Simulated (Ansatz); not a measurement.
# Ti3C2: energy above lowest point against volume scale

Free energy against uniform scaling of the volume at fixed shape and fractions; periodic cell, basis, potentials, k mesh and filling as listed. The results are calculated, by Ansatz 0.2.0.

The cell before it is scaled or strained (space group P6_3/mmc, No. 194):
```
CELL_PARAMETERS angstrom
3.06660 0.00000 0.00000
-1.53330 2.65580 0.00000
0.00000 0.00000 15.11720
ATOMIC_POSITIONS crystal
Ti 0.33333 0.66667 0.84388
Ti 0.66667 0.33333 0.34388
Ti 0.66667 0.33333 0.15612
Ti 0.33333 0.66667 0.65612
Ti 0.00000 0.00000 0.00000
Ti 0.00000 0.00000 0.50000
C 0.66667 0.33333 0.91410
C 0.33333 0.66667 0.41410
C 0.66667 0.33333 0.58590
C 0.33333 0.66667 0.08590
```

Settings of every row: functional r2SCAN; dispersion none; potentials PAW; wave cutoff 600 eV; density cutoff 2400 eV; k mesh 10x10x2; k shift 0x0x0; occupations fermi dirac; smearing width 0.1 eV; spin none.

Limits: coarse k mesh, up to 40 meV an atom off; the cell comes from a prototype or a list of computed structures and needn't be the stable phase.

```csv
row,volume scale,V (Å³/atom),energy above lowest point (meV/atom)
1,0.9,11.081,89.1
2,0.925,11.388,47
3,0.95,11.696,19.2
4,0.975,12.004,4.1
5,1,12.312,0
6,1.025,12.62,5.7
7,1.05,12.927,20.1
8,1.075,13.235,?
9,1.1,13.543,70.9
```

Question: what energy above lowest point should row 8 give?

Worked fit of energy above lowest point. Take u = (V_r/V)^(2/3) − 1 with V_r = 12.158 Å³ an atom, which is twice the finite (Eulerian) strain; such expansions in the strain, on which the Birch-Murnaghan equation of state is built, carry the rest volume and the bulk modulus. The shown rows have u = 0.06379, 0.04458, 0.02616, 0.00853, -0.00836, -0.02456, -0.04006, -0.0694. Least squares give energy above lowest point = 0.71 + 237.3 × u + 17994 × u² meV/atom; a straight line predicts inner rows, each left out in turn, worse (root mean square 25 against 0.05 meV/atom). The rows lie off it by 0.0, 0.0, 0.0, 0.1, 0.0, 0.0, 0.0, 0.0. Its lowest point lies at u = -0.0066, or V = 12.28 Å³ an atom, and the curvature there gives the bulk modulus at fixed shape and fractions, B = (4/9)(1 + u)² E″(u)/V = 206 GPa. Letting shape and atoms relax would as a rule lower it, by much in layered, chain or molecular crystals. The withheld row has u = -0.05501, so the fit gives 0.71 + 237.3 × (-0.05501) + 17994 × (-0.05501)² = 42.1 meV/atom.

The calculation gave 42.2 meV/atom. The fit lies 0.1 meV/atom (0.11 % of the column's range) below it, one unit of the last digit.
